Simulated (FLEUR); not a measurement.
# Spin moment, orbital moment and magnetic anisotropy of unrelaxed free Ni(001) films of 1 to 5 layers in PBE

We calculated free-standing Ni(001) films of one to five atomic layers with PBE in an all-electron film geometry, with the atoms held on a model lattice. The question is how the spin moment, the orbital moment and the magnetocrystalline anisotropy change as layers are added. This matters for thin magnetic layers in sensors and memories, where the moment sets the signal and the anisotropy sets the direction in which the magnetisation rests. Spin and orbital moments are given per Ni atom. The anisotropy is given per cell, which holds one atom of each layer; it is the energy with moments in the plane less that with moments along the film normal, so a negative value favours the plane.

## Computational details

Series free Ni(001) film, 1 layer to free Ni(001) film, 5 layers: a model lattice with vacuum around it, not relaxed; atoms held. FLEUR MaX-R8.1, all-electron FLAPW in film geometry, scalar-relativistic valence, PBE, basis cutoff 3.66 1/bohr, density cutoff 11 1/bohr, Fermi-Dirac smearing of 0.05 eV, muffin-tin radii Ni 2.24 bohr. Local moments are those inside the muffin-tin spheres. Ground states with collinear spins and without spin-orbit coupling, coarsest k-point spacing 0.21 1/Å; anisotropies on meshes of coarsest spacing 0.08 to 0.13 1/Å, spin-orbit coupling in second variation. The same in all rows: Kohn-Sham band gap of the ground state on its k-point mesh; set to zero under 0.1 eV or twice the smearing width (level spacings that a finite mesh gives in a metal), blank from there to 0.3 eV, where the mesh cannot tell: 0.00 eV.

Notes on method and selection:

- Each run ends in the state reached from its typed start, which may not be the lowest.
- Members that do not end with parallel or ferrimagnetic moments are left out.
- The layer spacings are not relaxed; relaxation changes surface moments by some hundredths of a muB and anisotropies by tenths of a meV.
- Anisotropies are not shown converged; the difference between the two meshes gives the scale of their error.
- Runs that did not converge, have known faults or may not be shown are not listed, and runs on Ansatz's PAW sets soft_1 and soft_2 are kept to separate tables.

Columns:

- layers: number of atomic layers of the part whose thickness is varied (named in the row).
- smallest local moment (μB): smallest spin moment among the spheres of the 3d atoms.
- anisotropy, coarser mesh (meV/cell): the same on the coarser mesh.
- mean moment (μB): net spin moment of the cell over the number of 3d atoms.
- largest local moment (μB): largest spin moment in a sphere.
- orbital moment (μB): orbital moment along the spin, mean over the 3d atoms, with spin-orbit coupling and moments along z.
- anisotropy energy (meV/cell): anisotropy by the force theorem on the finer mesh: energy with moments along the first in-plane axis less that along z, per cell; positive: z is easier. No shape (dipole) anisotropy.

## The series

| member | layers | smallest local moment (μB) | anisotropy, coarser mesh (meV/cell) | mean moment (μB) | largest local moment (μB) | orbital moment (μB) | anisotropy energy (meV/cell) |
| --- | --- | --- | --- | --- | --- | --- | --- |
| free Ni(001) film, 1 layer | 1 | 1.001 | −0.806 | 0.957 | 1.001 | 0.1127 | −0.794 |
| free Ni(001) film, 2 layers | 2 | 0.767 | −0.322 | 0.726 | 0.767 | 0.0677 | −0.173 |
| free Ni(001) film, 3 layers | 3 | 0.699 | −0.771 | ? | ? | ? | ? |
| free Ni(001) film, 4 layers | 4 | 0.695 | −0.847 | 0.688 | 0.758 | 0.0612 | −0.942 |
| free Ni(001) film, 5 layers | 5 | 0.695 | −0.938 | 0.691 | 0.774 | 0.0591 | −0.890 |

Cells marked ? are withheld until the estimate has been made.

## Interpretation

The mean spin moment falls from 0.957 μB in the monolayer to 0.726 μB in the bilayer, a drop of 0.231 μB. From two to four layers it falls by only 0.038 μB more, and the films of four and five layers differ by 0.003 μB.

The number of nearest neighbours can explain this shape. An atom has four in the monolayer, eight in the bilayer or at the surface of a thicker film, and twelve inside. Fewer neighbours mean a narrower d band and less mixing with the sp states. The majority d states of Ni are nearly full, so the moment roughly counts the minority d holes, and weaker mixing leaves more of them. The sphere moments fit this picture: 0.767 μB in the bilayer is close to the largest moments at four and five layers, 0.758 and 0.774 μB, which we assign to the surface atoms.

The mean orbital moment falls at every step shown, from 0.1127 to 0.0591 μB. Going from four to five layers adds 5 × 0.0591 − 4 × 0.0612 = 0.051 μB to the cell, less than the mean of either film, as expected when the added layer is an inner one with a more strongly quenched orbital moment.

The anisotropy does not follow either moment. It is negative in every film shown, but the bilayer, at −0.173 meV per cell, is much weaker than the monolayer at −0.794 and the four-layer film at −0.942. The two meshes differ by up to 0.149 meV, so the weak bilayer value stands out while the order of four and five layers, which reverses between meshes, is unresolved. Relaxation could shift the anisotropies by tenths of a meV, enough to put the sign for the bilayer in doubt. Such irregular changes are plausible where a few d states near the Fermi level, shifted by confinement, decide a small energy difference.

## Blind estimate

Plain estimates from the members shown:

- free Ni(001) film, 3 layers, straight-line interpolation between free Ni(001) film, 2 layers and free Ni(001) film, 4 layers: w = (3 − 2) / (4 − 2) = 0.500, so 0.726 + 0.500 × (0.688 − 0.726) = 0.707 μB

The straight line between two and four layers gives 0.707 μB. It ignores the known smallest sphere moment of the three-layer film, 0.699 μB, so we build the mean from its layers instead.

We take 0.699 μB as the moment of the central atom, since the surface atoms, with fewer neighbours, should carry more. For the two surface atoms we use the mean of the largest sphere moments at two, four and five layers: (0.767 + 0.758 + 0.774) / 3 = 0.766 μB. The mean over the spheres is then (2 × 0.766 + 0.699) / 3 = 0.744 μB.

The region between the spheres is polarised against the d moment and lowers the mean. The reduction is 0.767 − 0.726 = 0.041 μB in the bilayer and (0.758 + 0.695) / 2 − 0.688 = 0.039 μB at four layers. With the mean of the two, (0.041 + 0.039) / 2 = 0.040 μB, the estimate is 0.744 − 0.040 = 0.704 μB.

Tried on the four-layer film, with the surface moment from two and five layers and the reduction from the bilayer, the route gives ((0.767 + 0.774) / 2 + 0.695) / 2 − 0.041 = 0.692 μB, against 0.688 μB calculated.

The surface moments scatter by 0.008 μB, which enters as 2/3 × 0.008 = 0.005 μB. Combined with the test miss of 0.004 μB, this gives √(0.005² + 0.004²) = 0.006 μB. The main risk is the assignment of the smallest moment to the centre; were it at the surface, the mean would be lower.

**Committed estimate, free Ni(001) film, 3 layers: mean moment = 0.704 ± 0.006 μB.**

## Check

| member | layers | smallest local moment (μB) | anisotropy, coarser mesh (meV/cell) | mean moment (μB) | largest local moment (μB) | orbital moment (μB) | anisotropy energy (meV/cell) |
| --- | --- | --- | --- | --- | --- | --- | --- |
| free Ni(001) film, 3 layers | 3 | 0.699 | −0.771 | 0.717 | 0.777 | 0.0649 | −0.776 |

| member | estimate | mean moment (μB) | computed | estimate − computed | miss in error bars |
| --- | --- | --- | --- | --- | --- |
| free Ni(001) film, 3 layers | committed | 0.704 | 0.717 | −0.013 | 2.2 |
| free Ni(001) film, 3 layers | interpolation | 0.707 | 0.717 | −0.010 |  |

The estimate of 0.704 μB is 0.013 μB below the computed 0.717 μB. That is 2.2 error bars, and slightly worse than the straight line, which is 0.010 μB too low.

The assignment of the layers held: the central atom has the smallest moment and the two surface atoms the largest. Both numbers carried over from the other films failed, in the same direction. The surface moment is 0.777 μB, not 0.766, which accounts for 2/3 × 0.011 = 0.007 μB. The reduction from the region between the spheres is (2 × 0.777 + 0.699) / 3 − 0.717 = 0.034 μB, which accounts for the other 0.040 − 0.034 = 0.006 μB.

Our error bar was too narrow because it rested on three surface moments and a single test. It also covers only the scatter between films computed alike, not the error of the moments themselves. The spin moments come from ground states on a mesh coarser than either anisotropy mesh. The orbital moments come from separate self-consistent runs with spin-orbit coupling on the finer anisotropy mesh, and there the mean spin moments at two to five layers are lower by more than our miss. Mesh and coupling change together in those runs, so we cannot say how much each contributes. The shift is nearly the same in these four films, so the differences between them are more reliable than the values. The result supports the link between fewer neighbours and a larger moment, but neighbour counting does not fix a surface moment to 0.01 μB. The surface moments at three and five layers, 0.777 and 0.774 μB, exceed those at two and four, 0.767 and 0.758 μB. The runs with spin-orbit coupling show the same pattern. Confinement of the d states across the film may cause it, but we have not tested this.

## Where the trend breaks

Two members stand apart, each in a different property.

The monolayer has the largest moments. Its mean spin moment of 0.957 μB is 0.231 μB above that of the bilayer, and its orbital moment of 0.1127 μB is 0.1127 / 0.0677 = 1.66 times as large. In the runs with spin-orbit coupling on the finer mesh the step in spin moment is somewhat larger, because the bilayer moment is lower there while that of the monolayer hardly changes. With only four nearest neighbours its d band is narrow, which favours a larger spin moment and quenches the orbital moment less. It is the end of the same trend in coordination, not an exception to it.

The bilayer has the weakest anisotropy. The mean of its two neighbours in the series is (−0.794 − 0.776) / 2 = −0.785 meV per cell, and the bilayer, at −0.173, lies above this by −0.173 + 0.785 = 0.612 meV. Its two meshes differ by 0.149 meV, the largest such difference in the table, so part of the departure may be sampling error. We took this difference as the scale of the error, but it leaves out a part: both anisotropy meshes start from the density of the still coarser ground-state mesh, and we did not test how that density affects the anisotropy. The coarser anisotropy mesh also gives the bilayer by far the weakest value, however. A possible reason, not tested here, is that a few d states close to the Fermi level contribute with the opposite sign in this film. Its spin and orbital moments show nothing comparable.

## Conclusions and limits

In the films of three to five layers the surface atoms carry 0.06 to 0.08 μB more spin moment than the smallest inner moment. On the unrelaxed lattice the crystal anisotropy of all five films favours in-plane magnetisation on both meshes. For the bilayer the sign is not secure: the two meshes differ by 0.149 meV, nearly as much as the value of 0.173 meV itself, the error from the ground-state density is untested, and relaxation could shift the value by more than its size.

Between two and five layers, interpolation misses the mean moment by 0.010 μB at three layers and 0.016 μB at four. The mean of the other films in this range misses by 0.717 − (0.726 + 0.688 + 0.691) / 3 = 0.015 μB and (0.726 + 0.717 + 0.691) / 3 − 0.688 = 0.023 μB, so the gain is small. These misses compare films on the same ground-state mesh. The mean moments themselves are not converged to 0.01 μB, so for a single film the second decimal is already uncertain. The anisotropy of the bilayer could not have been interpolated.

For five layers, the field that turns the magnetisation to the normal against the crystal anisotropy alone is 2K/M, with M the spin moment and μB = 0.0579 meV/T: 2 × 0.890 / (5 × 0.691 × 0.0579) = 8.9 T. The anisotropy from the coarser mesh gives 2 × 0.938 / (5 × 0.691 × 0.0579) = 9.4 T, and the spin moment adds an error of its own, so the field is only known to be roughly 9 T on this lattice.

Relaxation, which is left out, can rival the spread of mean moments from two to five layers: an inward shift of the surface layers would lower their moments by some hundredths of a μB. The results also hold for free films only, since bonding to a substrate would change the moments at the interface.
